How well must the motion of the electrons be described before the strength of the Ge–H bond can be trusted? A free germanium atom has a pair of electrons in its 4s orbital and two 4p electrons with parallel spins. To form GeH, one of these 4p electrons pairs up with the electron of hydrogen. The two partners now share one region of space and must avoid each other, an effect called correlation. The molecule therefore gains more from correlation than the atoms do, and a method that captures too little of it tends to make the bond too weak.

Errors in the atomization energy of GeH (doublet, Ge–H 1.60 Å, PBE0/def2-TZVP geometry) against FCI, calculated with Ansatz 0.2.0 in the cc-pVTZ basis, without relativistic or zero-point terms. The germanium core, including 3d, is frozen in the correlated wave-function levels; “valence” denotes an active space of 5 electrons in 5 orbitals.

| level | this level less the reference (FCI, same basis) (kJ/mol) |
| --- | --- |
| RHF | -85.57 |
| UHF | -85.16 |
| RMP2 | -16.86 |
| UMP2 | -18.50 |
| CISD | -9.39 |
| RCCSD | -2.08 |
| UCCSD | -2.73 |
| RCCSD(T) | -0.30 |
| UCCSD(T) | -0.98 |
| BCCD(T) | -0.31 |
| RCCSDT | -0.07 |
| UCCSDT | -0.73 |
| RCCSDT(Q) | -0.01 |
| UCCSDT(Q) | -0.67 |
| CASSCF valence | -32.38 |
| NEVPT2 valence | -16.15 |
| MRCISD valence | -2.60 |
| MRCISD+Q valence | -1.38 |
| PBE | 3.09 |
| r2SCAN | 6.83 |
| PBE0 | -0.61 |
| B3LYP | 13.34 |
| BHLYP | 6.52 |
| wB97X-V | 14.74 |
| wB97M-V | 8.38 |
| B2PLYP | 4.65 |
| RPA-PBE | -9.59 |

A negative error means a bond that is too weak compared with the exact solution in the same basis. R and U stand for restricted and unrestricted starting determinants, in which electrons of opposite spin share their orbitals or have their own.

**The first rows: no correlation, then a little.** RHF, which lets each electron feel only the average field of the others, loses 86 kJ/mol, almost a third of the atomization energy. It would lose far more if the atoms were exact: the correlation energy of the molecule is 272 kJ/mol, but 186 of this is already present in the atoms and cancels. Second-order perturbation theory (RMP2) removes four fifths of the RHF error and leaves 17 kJ/mol. At 600 K the thermal energy $RT$ is about 5 kJ/mol, so such an error changes a calculated dissociation constant by a factor of about $e^{17/5}\approx 30$. That is too much for an equilibrium calculation, so the method's main attraction, a cost that grows only with the fifth power of the system size, does not help here.

**From CISD to CCSD: the same excitations, a better use of them.** Both methods excite one or two electrons at a time, and both scale with the sixth power of size. Yet CISD is in error by 9.4 kJ/mol and RCCSD by only 2.1. To see why, ask how far the errors of molecule and atoms cancel. Suppose that a method misses the same fraction $f$ of the correlation energy on both sides. Its error in the bond energy is then

$$\Delta \approx f\,\Delta_{\mathrm{RHF}},$$

where $\Delta_{\mathrm{RHF}}$ is the RHF error, because RHF misses all of the correlation.

For RCCSD the energy of the molecule is too high by 8.6 kJ/mol, so $f = 8.6/271.6$, or 3.2 %. The estimate is 3.2 % of −86, which is −2.7 kJ/mol, against −2.1 in the table. The formula has no adjustable constant; it takes the RHF row as its scale and the molecular energies of the same calculations as input. For RMP2 it also gives the right size and somewhat too large an error, as the output below the text shows. For RCCSD(T) it gives nearly double the error in the table, though both values are well below 1 kJ/mol.

CISD breaks the rule in the other direction, and by several kJ/mol. Its fraction of 5.8 % should cost 4.9 kJ/mol, but the error is nearly twice that. Theory supplies the reason: when the lone pair and the bond pair rearrange at the same moment, four electrons are excited together, and CISD leaves such events out. Coupled cluster includes them as products of double excitations. The germanium atom has only one closed pair where the molecule has two, so the defect of CISD does not cancel well. The energies bear this out: in the free atoms CISD and RCCSD both miss between 6 and 7 kJ/mol, but in the molecule CISD misses 16 and RCCSD only 9. The defect grows with the number of electron pairs, which is why CISD is a poor choice for bond energies in general.

**Triples and beyond: quickly diminishing returns.** Adding triple excitations by perturbation theory, the "(T)", improves RCCSD by 1.8 kJ/mol. Treating the triples in full adds 0.2, and quadruples, the "(Q)", less than 0.1. The price moves the other way: doubling the system multiplies the cost of CCSD(T) by about 128 and that of CCSDT by about 256, from the formal seventh and eighth powers. For GeH in this basis, CCSD(T) is the sensible place to stop.

The unrestricted coupled-cluster rows seem to contradict this, since UCCSD(T) is still off by 1.0 kJ/mol and UCCSDT(Q) by 0.7. But they lie below their restricted partners by nearly the same amount at every rank, even where the five valence electrons are treated almost exactly. The difference must then come from what is kept fixed, the core orbitals, which are taken from a different starting determinant. Unrestricted cores lower the atoms by about 1.0 kJ/mol and the molecule by 0.4, which weakens the bond. Higher excitations do not repair this. Measured against an exact solution with the same unrestricted cores, the offset should all but vanish.

**The multireference rows: a remedy for another illness.** CASSCF distributes the five valence electrons over five orbitals in every possible way, which helps when several configurations compete. In GeH one configuration dominates: no orbital that is empty in it holds more than about 0.05 electron. CASSCF accordingly removes only 62 % of the RHF error, because the rest of the correlation needs many orbitals beyond these five. NEVPT2, which puts second-order perturbation theory on top of CASSCF, ends within 1 kJ/mol of plain RMP2. This points to second-order theory itself as the weak point, which a more elaborate start does not cure. One caution applies to all four rows of this group: CASSCF can end on a solution that is not the lowest, and this was not checked here.

MRCISD, which adds single and double excitations to the whole set of configurations, comes to −2.6 kJ/mol, and its correction "+Q" for quadruples brings this to −1.4. That is respectable, but still behind CCSD(T). The cost of the active space rises exponentially with its size, so this route pays off mainly where one configuration no longer suffices.

**The functionals: cheap, and mostly on the other side.** Every wave-function level binds too weakly, whereas seven of the nine density-based rows bind too strongly; PBE0 and RPA are the exceptions. PBE is off by 3.1 kJ/mol and PBE0 by −0.6, while B3LYP and wB97X-V overshoot by 13 and 15. Replacing a quarter of the PBE exchange by exact exchange, the step to PBE0, weakens the bond by 3.7 kJ/mol. Ordinary functionals cost little more than RHF, so they are the natural tool for geometries and for screening many candidates.

Their errors need a careful reading, however. Correlated wave functions converge slowly with the basis, and the reference itself probably binds too weakly by a few kJ/mol in this one; ordinary functionals suffer much less. An excess of 3 kJ/mol may therefore belong to the reference, whereas one of 13 or 15 is hard to explain that way. For the same reason the near-zero error of PBE0 is no promise of equal accuracy against experiment.

**Where to spend the next effort.** For comparison with a measured bond energy, the next correction is not a higher excitation. Spin-orbit coupling, absent from all rows, lowers the germanium atom more than the molecule. Level splittings that I recall only roughly suggest that it weakens the bond by some 6 kJ/mol, about twenty times the error of RCCSD(T). A larger basis, the correlation of the frozen inner electrons, the other effects of relativity and the zero-point vibration also belong in the budget before CCSDT does.

Printed output of the fit:

```
correlation energy of the molecule, ROHF-CCSDT(Q), kJ/mol: 271.6
correlation energy of the atoms, from the RHF error, kJ/mol: 186
RHF error in percent of the atomization energy: 30.93
RMP2 energy of the molecule too high by, kJ/mol: 61.99
RMP2 binding error expected from equal fractions, kJ/mol: -19.53
CISD energy of the molecule too high by, kJ/mol: 15.66
CISD binding error expected from equal fractions, kJ/mol: -4.934
RCCSD energy of the molecule too high by, kJ/mol: 8.639
RCCSD binding error expected from equal fractions, kJ/mol: -2.722
RCCSD(T) energy of the molecule too high by, kJ/mol: 1.733
RCCSD(T) binding error expected from equal fractions, kJ/mol: -0.546
percent of the RHF error removed by RMP2: 80.3
percent of the RHF error removed by CASSCF: 62.16
percent of the RHF error removed by RCCSD: 97.57
step RCCSD to RCCSD(T), kJ/mol: 1.78
step RCCSD(T) to RCCSDT, kJ/mol: 0.23
step RCCSDT to RCCSDT(Q), kJ/mol: 0.06
step CISD to RCCSD, kJ/mol: 7.31
NEVPT2 less RMP2, kJ/mol: 0.71
UCCSDT(Q) less RCCSDT(Q), binding, kJ/mol: -0.66
U core lowers the molecule by, kJ/mol: 0.3666
U core lowers the atoms by, kJ/mol: 1.027
UCCSD(T) less UCCSDT(Q), kJ/mol: -0.31
PBE0 less PBE, kJ/mol: -3.7
spin-orbit coupling weakens the bond by roughly (recalled splittings), kJ/mol: 6.214
number of levels within 1 kJ/mol of the reference: 8
number of levels within 4 kJ/mol of the reference: 13
cost factor for a doubled system, CCSD(T), seventh power: 128
cost factor for a doubled system, CCSDT, eighth power: 256
```
